A hafnium atom carrying a methyl group, a hydroxyl group, a fluorine and a bromine is a small closed-shell molecule. Its geometry is held fixed here, yet its computed orbital gap runs from about 5 to about 12 eV, depending only on the density functional. HOMO is the energy of the highest occupied orbital and LUMO that of the lowest empty one; the gap is their difference. Exact exchange is the exchange energy computed from the orbitals themselves, and a hybrid functional uses it in place of part of the approximate, density-based exchange. Some functionals use different shares of it for electrons close together (short range) and far apart (long range). The shares in the table are those of each functional's definition, rounded to whole per cent.

Orbital energies of CH4BrFHfO (SMILES [CH3][Hf]([OH])([F])[Br]) in the gas phase, computed with Ansatz 0.2.0 in the def2-TZVPP basis set, with a def2 core potential on Hf. All functionals use the same geometry, optimised with PBE0-D4/def2-TZVP.

| functional | class | exact exchange, short range (%) | exact exchange, long range (%) | HOMO (eV) | LUMO (eV) | gap (eV) |
| --- | --- | --- | --- | --- | --- | --- |
| SPW92 | LDA | 0 | 0 | -6.93 | -2.04 | 4.89 |
| PBE-D4 | GGA | 0 | 0 | -6.76 | -1.77 | 4.99 |
| revPBE-D4 | GGA | 0 | 0 | -6.70 | -1.66 | 5.04 |
| BLYP-D4 | GGA | 0 | 0 | -6.63 | -1.65 | 4.97 |
| r2SCAN-D4 | meta-GGA | 0 | 0 | -7.06 | -1.54 | 5.52 |
| B97M-V | meta-GGA | 0 | 0 | -7.11 | -1.49 | 5.61 |
| r2SCANh-D4 | global hybrid | 10 | 10 | -7.56 | -1.23 | 6.33 |
| B3LYP-D4 | global hybrid | 20 | 20 | -7.86 | -1.13 | 6.73 |
| PBE0-D4 | global hybrid | 25 | 25 | -8.11 | -0.90 | 7.20 |
| r2SCAN0-D4 | global hybrid | 25 | 25 | -8.31 | -0.76 | 7.54 |
| HSE06-D4 | screened hybrid | 25 | 0 | -7.70 | -1.28 | 6.42 |
| BHLYP-D4 | global hybrid | 50 | 50 | -9.33 | 0.09 | 9.42 |
| CAM-B3LYP-D4 | range-separated | 19 | 65 | -9.50 | 0.20 | 9.70 |
| LC-wPBE | range-separated | 0 | 100 | -10.90 | 1.40 | 12.30 |
| wB97X-V | range-separated | 17 | 100 | -10.53 | 1.28 | 11.80 |
| wB97M-V | range-separated | 15 | 100 | -10.38 | 0.84 | 11.22 |

**(a) Why does the gap widen when a functional is given more exact exchange at all distances, and why do both levels move?**

*Solution.* For this molecule the gap grows by a little under 0.1 eV for each per cent of exact exchange. The r2SCAN family shows how even the growth is: the gap rises by 0.081 eV per per cent both from r2SCAN to r2SCANh and from there to r2SCAN0. From BLYP to BHLYP the rate is 0.089 eV.

The cause lies in how an electron is kept from repelling itself. The classical repulsion in the calculation includes each electron's interaction with its own charge cloud. Exact exchange cancels this for an occupied orbital. An empty orbital holds no electron, so there is nothing of its own to cancel, and it feels the repulsion of all the electrons.

The LDA and GGA functionals cannot make this distinction, because one common potential acts on filled and empty orbitals. Their exchange cancels the self-repulsion only in part, so the filled levels lie too high. The empty levels feel that same partly corrected potential, so they lie lower than they would for an added electron facing the full repulsion. Replacing part of this exchange by exact exchange therefore moves the levels in opposite directions: from PBE to PBE0, the HOMO falls by 1.35 eV and the LUMO rises by 0.87 eV. Without exact exchange, the LDA and GGA gaps stay within 0.15 eV of each other.

The two meta-GGAs without exact exchange have gaps roughly half an electronvolt above that of PBE. Their potential also depends on the kinetic energy of the orbitals, so it can treat filled and empty levels somewhat differently. This is a likely reason for the modest widening, though the table alone cannot prove it.

**(b) PBE0 and HSE06 both use 25% exact exchange at short range, but only PBE0 keeps it at long range. Estimate what this does to the two levels, and use the result to explain the other irregular rows.**

*Solution.* The long-range part of the repulsion is $\mathrm{erf}(\omega r)/r$ in atomic units, where $r$ is the distance between two electrons and $\omega$ sets where the long range begins. If $\omega r$ is small over the distances that matter for exchange, about the size of one orbital, this expression is nearly a constant, $c = 2\omega/\sqrt{\pi}$. Exact exchange then lowers an occupied level by $c$ and leaves an empty one alone.

Density-based exchange surrounds each electron with a hole from which one electron's worth of charge is removed. With a constant interaction this gives an energy of $-c/2$ per electron, and hence a shift of $-c/2$ for every level, filled or empty. Exchanging a share $a$ of this description for the exact one moves the HOMO by $-ac/2$ and the LUMO by $+ac/2$.

For HSE06, $\omega$ is roughly 0.11 per bohr, so $c$ is about 3.4 eV. With $a = 0.25$, each level should move by about 0.42 eV on going from HSE06 to PBE0. No constant was adjusted to the table.

The calculation gives a HOMO lower by 0.41 eV and a LUMO higher by 0.38 eV. The estimated gap change of 0.84 eV is a little larger than the computed 0.78 eV; since $\omega$ is only a rounded value, the margin is not sharp. The nearly equal and opposite shifts support the picture of a weak interaction that is almost constant over an orbital. The long-range part does not vanish when two electrons are close, so it matters even in a small molecule.

CAM-B3LYP shows the same effect more strongly. Its short-range share is almost that of B3LYP, but its long-range share is much larger, and its gap is 2.97 eV wider. Here the estimate fails, giving 4.7 eV, because $\omega$ is roughly 0.33 per bohr. The interaction then weakens over distances comparable with a bond length, and treating it as constant exaggerates the effect.

LC-wPBE has the widest gap of all despite having no exact exchange at short range. It uses 100% at long range, as do wB97X-V and wB97M-V, but its $\omega$ is larger, so exact exchange takes over at a shorter distance. This is a likely reason for its gap being 0.50 eV wider than that of wB97X-V, though not an isolated test, since the density-based parts differ too. A percentage means little until one knows the distance at which it applies.

The gap of wB97M-V is smaller than that of wB97X-V mainly because its LUMO is 0.44 eV lower. The next five empty levels drop by only 0.13 to 0.22 eV, and in wB97X-V the two lowest lie just 0.05 eV apart. The LUMO may therefore not be the same orbital in the two rows. In both rows the LUMO lies above zero, so it describes an unbound electron and its position depends on the basis set. The same caution applies to the other three rows with at least 50% exact exchange at long range. Small differences between these gaps should not be read as chemistry.

**(c) Does the molecule really become several electronvolts harder to ionise as the HOMO falls?**

*Solution.* It does not. The ionisation energy can be found directly as the total energy of the cation less that of the neutral molecule, at the same geometry. For six of the functionals, from PBE to wB97M-V, it varies by only 0.6 eV, while their HOMO energies vary by 3.8 eV.

The two quantities answer different questions. Minus the HOMO energy is the slope of the total energy as the first sliver of an electron is removed; the ionisation energy is the average slope over the whole electron. In exact theory the energy follows a straight line between whole electron numbers, so the HOMO energy is minus the ionisation energy. Density-based exchange bends the line, because a partly filled orbital still repels itself, and the HOMO comes out too high. Exact exchange bends it the other way, so a suitable mixture can nearly straighten it.

The results fit this argument. Minus the HOMO energy falls short of the ionisation energy by 3.0 eV in PBE and by 2.0 eV in PBE0, but exceeds it by only 0.2 eV in wB97X-V. The total energies suffer less because both ends of the line are whole electron numbers, where the bend in between does not enter.

Most of the fall in the HOMO is thus a change in the error of an orbital energy, not in the strength of the molecule's hold on its electrons. Gaps used to rank molecules should come from one functional throughout. In a series of larger molecules with more spread-out orbitals, each electron repels itself less, so the same change of functional would usually move the levels less. The shift from HSE06 to PBE0 is expected to fade slowly, since $ac/2$ contains no molecular size. The printed results below give the differences and the estimate used here.

Output of the analysis:

```
spread of the LDA and GGA gaps (eV): 0.15
gap of r2SCAN less PBE (eV): 0.53
HOMO change from PBE to PBE0 (eV): -1.35
LUMO change from PBE to PBE0 (eV): 0.87
gap change from PBE to PBE0 (eV): 2.21
gap change per per cent from r2SCAN to r2SCANh (eV): 0.081
gap change per per cent from r2SCANh to r2SCAN0 (eV): 0.08067
gap change per per cent from BLYP to BHLYP (eV): 0.089
HOMO change from HSE06 to PBE0 (eV): -0.41
LUMO change from HSE06 to PBE0 (eV): 0.38
gap change from HSE06 to PBE0 (eV): 0.78
estimated size of each level shift from HSE06 to PBE0 (eV): 0.4222
estimated gap change from HSE06 to PBE0 (eV): 0.8444
gap change from B3LYP to CAM-B3LYP (eV): 2.97
same estimate for B3LYP to CAM-B3LYP (eV): 4.661
gap of LC-wPBE less wB97X-V (eV): 0.5
HOMO of wB97M-V less wB97X-V (eV): 0.15
LUMO of wB97M-V less wB97X-V (eV): -0.44
ionisation energies for PBE r2SCAN B3LYP PBE0 wB97X-V wB97M-V (eV): 9.76, 9.908, 10.11, 10.13, 10.32, 10.35
ionisation energy plus HOMO energy in the same order (eV): 3, 2.848, 2.253, 2.015, -0.2056, -0.0344
spread of these six ionisation energies (eV): 0.5859
spread of the HOMO energies in the same six rows (eV): 3.77
```
